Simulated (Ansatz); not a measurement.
**C2H7Ge: which of these isomers lies lowest?**

2 of its isomers, all doublets with charge 0: A = `[CH2][GeH2][CH3]`; B = `[CH2][CH2][GeH3]`.

Shapes, held fixed at every level: PBE0-D4/def2-TZVP. Flexible molecules stand in one conformer, not always the lowest. Programs: Ansatz 0.2.0.

A:

```xyz
10

C    -1.1858    0.3573   -1.2723
Ge    0.1243    0.7223    0.0871
C     0.7720   -0.9456    0.8706
H    -1.1588   -0.5521   -1.8639
H    -1.9746    1.0575   -1.5242
H    -0.5054    1.6243    1.1680
H     1.3180    1.4934   -0.5238
H    -0.0497   -1.4862    1.3419
H     1.5351   -0.7430    1.6231
H     1.2081   -1.5790    0.0964
```

B:

```xyz
10

C    -0.7931    0.4689   -1.2525
C    -0.7943    0.0775    0.1592
Ge    1.0441   -0.3806    0.7639
H    -0.8519   -0.2778   -2.0340
H    -0.5665    1.4863   -1.5445
H    -1.4063   -0.8082    0.3484
H    -1.1389    0.8800    0.8167
H     1.9603    0.8412    0.5781
H     1.5839   -1.5456   -0.0833
H     1.0459   -0.7928    2.2510
```

Electronic energies in kJ/mol, without zero-point or thermal terms.

Problem. Which isomer should be the most stable, and roughly by how much?

Solution. A < B in rising energy, over a span of 28 kJ/mol, by CCSD(T)/def2-TZVPP. All levels agree on that. The B − A difference spans +15.3 to +28.6 kJ/mol over the levels. Open shells run unrestricted unless RO is named. Relativity is left out for Ge unless named. Correlated rows may include outer-core shells of Ge, which these sets cover unevenly.

| level | kind | B − A |
| --- | --- | --- |
| HF/def2-SVP | Hartree–Fock | +26.3 |
| PBE-D4/def2-TZVPP | GGA | +15.3 |
| B3LYP-D4/def2-TZVPP | global hybrid | +19.1 |
| r2SCAN0-D4/def2-TZVPP | global hybrid | +23.2 |
| wB97M-V/def2-TZVPP | range-separated hybrid | +22.2 |
| wB97X-V/def2-TZVPP | range-separated hybrid | +22.2 |
| MP2/def2-TZVPP | perturbation theory | +28.6 |
| CCSD(T)/def2-TZVPP | coupled cluster or CI | +27.5 |

The radical with germanium between the two carbons lies below the β-germylethyl radical at every level, so the order is secure for these two structures, though the size of the gap is less so. Both are carbon-centred radicals, and the difference comes mainly from the bond inventory: going from B to A trades a C–C and a Ge–H bond for a Ge–C and a C–H bond. The gain from replacing weak Ge–H by strong C–H probably outweighs the loss of C–C bonding. B recovers part of the deficit by hyperconjugation, since its C–Ge bond lies nearly parallel to the singly occupied p orbital on the terminal carbon. PBE-D4 gives only +15.3 kJ/mol against +27.5 with CCSD(T), perhaps because the GGA overstabilises this delocalised arrangement. A should not be taken as the most stable C2H7Ge radical overall: germanium-centred isomers such as dimethylgermyl, absent from the comparison, are expected to lie lower because Ge–H bonds are weaker than C–H bonds.
